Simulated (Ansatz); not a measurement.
# A series in volume scale on Zr

Results calculated with Ansatz 0.2.0, not measured. Free energy against uniform scaling of the volume at fixed shape and fractions; periodic cell, basis, potentials, k mesh and filling as listed.

The cell before it is scaled or strained (space group P6_3/mmc, No. 194):
```
Zr
1.0
      3.2320     0.0000     0.0000
     -1.6160     2.7990     0.0000
      0.0000     0.0000     5.1470
Zr
2
Direct
  0.33333 0.66667 0.25000
  0.66667 0.33333 0.75000
```

Settings of every row: functional LDA; dispersion none; potentials all-electron LAPW; k mesh 10x10x5; k shift 0x0x0; occupations fermi dirac; smearing width 0.05 eV; spin none.

Limits: coarse k mesh, up to 40 meV an atom off; minimum outside the range.

```
row  volume scale  V (Å³/atom)  energy above lowest point (meV/atom)
  1          0.94       21.884                                     0
  2          0.96        22.35                                   4.2
  3          0.98       22.815                                     ?
  4             1       23.281                                  29.7
  5          1.02       23.746                                    50
  6          1.04       24.212                                  74.8
  7          1.06       24.678                                 103.7
```

Question: what energy above lowest point should row 3 give?

Worked fit of energy above lowest point. Take u = (V_r/V)^(2/3) − 1 with V_r = 23.514 Å³ an atom, which is twice the finite (Eulerian) strain; such expansions in the strain, on which the Birch-Murnaghan equation of state is built, carry the rest volume and the bulk modulus. The shown rows have u = 0.04906, 0.03443, 0.00666, -0.00652, -0.01931, -0.0317. Least squares give energy above lowest point = 39.29 − 1541.3 × u + 15324 × u² − 4721 × u³ meV/atom; a parabola predicts inner rows, each left out in turn, worse (root mean square 0.095 against 0.0092 meV/atom). All shown rows lie on it to the printed digit. The withheld row has u = 0.02032, so the fit gives 39.29 − 1541.3 × (0.02032) + 15324 × (0.02032)² − 4721 × (0.02032)³ = 14.3 meV/atom.

The calculation gave 14.3 meV/atom. The fit meets it to the printed digit.
